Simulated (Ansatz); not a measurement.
## A series in volume scale on Ni

Plane-wave DFT, scalar-relativistic PAW made under PBE with cores redone for the functional, no dispersion; the given relaxed cell is scaled uniformly, energy at zero smearing counts from the unscaled cell, pressure at the given Fermi-Dirac smearing is positive in compression. The results are calculated, by Ansatz 0.2.0.

The cell before it is scaled or strained (space group Pm-3m, No. 221):
```
CELL_PARAMETERS angstrom
2.30530 0.00000 0.00000
0.00000 2.30530 0.00000
0.00000 0.00000 2.30530
ATOMIC_POSITIONS crystal
Ni 0.00000 0.00000 0.00000
```

Settings of every row: spin polarised yes; functional r2SCAN; wave cutoff 500 eV; smearing width 0.05 eV; k mesh 15x15x15.

Atom:
| element | starting moment (Bohr magneton) |
| --- | --- |
| Ni | 0.88 |

Limits: search for a lower magnetic state is off; the cell comes from a prototype or a list of computed structures and needn't be the stable phase; with one magnetic atom in the cell only parallel moments are possible.

| row | volume scale | V (Å³/atom) | energy change per atom (meV) | pressure (GPa) | largest site moment (Bohr magneton) |
| --- | --- | --- | --- | --- | --- |
| 1 | 0.88 | 10.781 | 103.62 | 24.66 | 0.53 |
| 2 | 0.92 | 11.271 | ? | ? | ? |
| 3 | 0.96 | 11.761 | 10.47 | 7.05 | 0.87 |
| 4 | 1.04 | 12.741 | 9.33 | -5.69 | 0.89 |
| 5 | 1.08 | 13.231 | 34.26 | -10.2 | 0.9 |
| 6 | 1.12 | 13.721 | 71.54 | -13.77 | 0.91 |

Question: what energy change per atom and pressure should row 2 give?

Worked fit of energy change per atom. Take u = (V_r/V)^(2/3) − 1 with V_r = 12.741 Å³ an atom, which is twice the finite (Eulerian) strain; such expansions in the strain, on which the Birch-Murnaghan equation of state is built, carry the rest volume and the bulk modulus. The shown rows have u = 0.1178, 0.05481, 0, -0.02484, -0.0482. Least squares give energy change per atom = 9.677 − 677.37 × u + 12525.87 × u² meV; a straight line predicts inner rows, each left out in turn, worse (root mean square 42 against 0.53 meV). The rows lie off it by -0.08, 0.29, -0.35, 0.03, 0.11 (root mean square 0.21 meV). The withheld row has u = 0.08516, so the fit gives 9.677 − 677.37 × (0.08516) + 12525.87 × (0.08516)² = 42.83 meV.

The calculation gave 43.47 meV. The fit lies 0.64 meV (1.5 % of the value, 0.68 % of the column's range) below it; its largest miss of a shown row is 0.35 meV.

Worked fit of pressure. Take u = (V_r/V)^(2/3) − 1 with V_r = 12.741 Å³ an atom, which is twice the finite (Eulerian) strain; such expansions in the strain, on which the Birch-Murnaghan equation of state is built, carry the rest volume and the bulk modulus. The shown rows have u = 0.1178, 0.05481, 0, -0.02484, -0.0482. Least squares give pressure = −5.504 + 198.054 × u + 496.86 × u² GPa; a straight line predicts inner rows, each left out in turn, worse (root mean square 1.6 against 0.35 GPa). The rows lie off it by -0.06, 0.21, -0.19, -0.08, 0.13 (root mean square 0.15 GPa). The withheld row has u = 0.08516, so the fit gives −5.504 + 198.054 × (0.08516) + 496.86 × (0.08516)² = 14.97 GPa.

The calculation gave 14.91 GPa. The fit lies 0.06 GPa (0.16 % of the column's range) above it; its largest miss of a shown row is 0.21 GPa.

The other values of row 2: largest site moment 0.73 Bohr magneton.
